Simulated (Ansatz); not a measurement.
Ligand exchange: GeH3(CH3) + Si(CH3)2(SiH3)Cl → SiH3(GeH3) + Si(CH3)3Cl

Species: GeH3(CH3) (methyl germane), singlet; Si(CH3)2(SiH3)Cl, singlet; SiH3(GeH3), singlet; Si(CH3)3Cl (chlorotrimethylsilane), singlet. The partners trade CH3 for SiH3: Ge–CH3 and Si–SiH3 bonds give way to Ge–SiH3 and Si–CH3.

Shapes, held fixed at every level: PBE0-D4/def2-TZVP. Programs: Ansatz 0.2.0. Electronic energies: no zero-point or thermal term.

Problem. Estimate ΔE of this reaction.

Solution. The highest level, CCSD(T)/def2-TZVPP, gives ΔE = -38.6 kJ/mol; the levels span -41.8 to -36.8. The column of differences is taken from that level and isn't an error. No measured value is set beside it here. Relativity is left out for Ge unless named. Correlated rows may include outer-core shells of Ge, which these sets cover unevenly.

| level | kind | ΔE (kJ/mol) | less CCSD(T)/def2-TZVPP |
| --- | --- | --- | --- |
| HF/def2-TZVPP | Hartree–Fock | -41.8 | -3.2 |
| PBE-D4/def2-TZVPP | GGA | -36.8 | +1.8 |
| B3LYP-D4/def2-TZVPP | global hybrid | -39.8 | -1.2 |
| B2PLYP/def2-TZVPP | double hybrid | -40.6 | -2.0 |
| MP2/def2-TZVPP | perturbation theory | -39.4 | -0.8 |
| CCSD/def2-TZVPP | coupled cluster or CI | -39.6 | -1.0 |
| CCSD(T)/def2-TZVPP | coupled cluster or CI | -38.6 | 0.0 |

The exchange is downhill at every level, so the preference for methyl on the chlorosilane silicon and silyl on germanium doesn't hinge on the treatment of correlation. The main reason is probably the stronger, more polar Si–C bond. Carbon draws density from silicon more effectively than from germanium, which is slightly more electronegative and has more diffuse valence orbitals that overlap less well with carbon. The Si–Si and Ge–Si bonds traded in return are both weakly polar and much closer in strength. Chlorine probably adds to the preference, since it leaves its silicon electron-poor and better matched to carbon than to another electropositive silicon.

Hartree–Fock already recovers the full preference and slightly overshoots it, which suggests that bond polarity and overlap drive the reaction, while correlation favours the reactants a little. The modest spread fits an exchange that conserves the number of single bonds, so that much of the correlation error cancels. The total alone can't separate the intrinsic Si–C advantage from the effect of chlorine; the same exchange on an unchlorinated silane would.
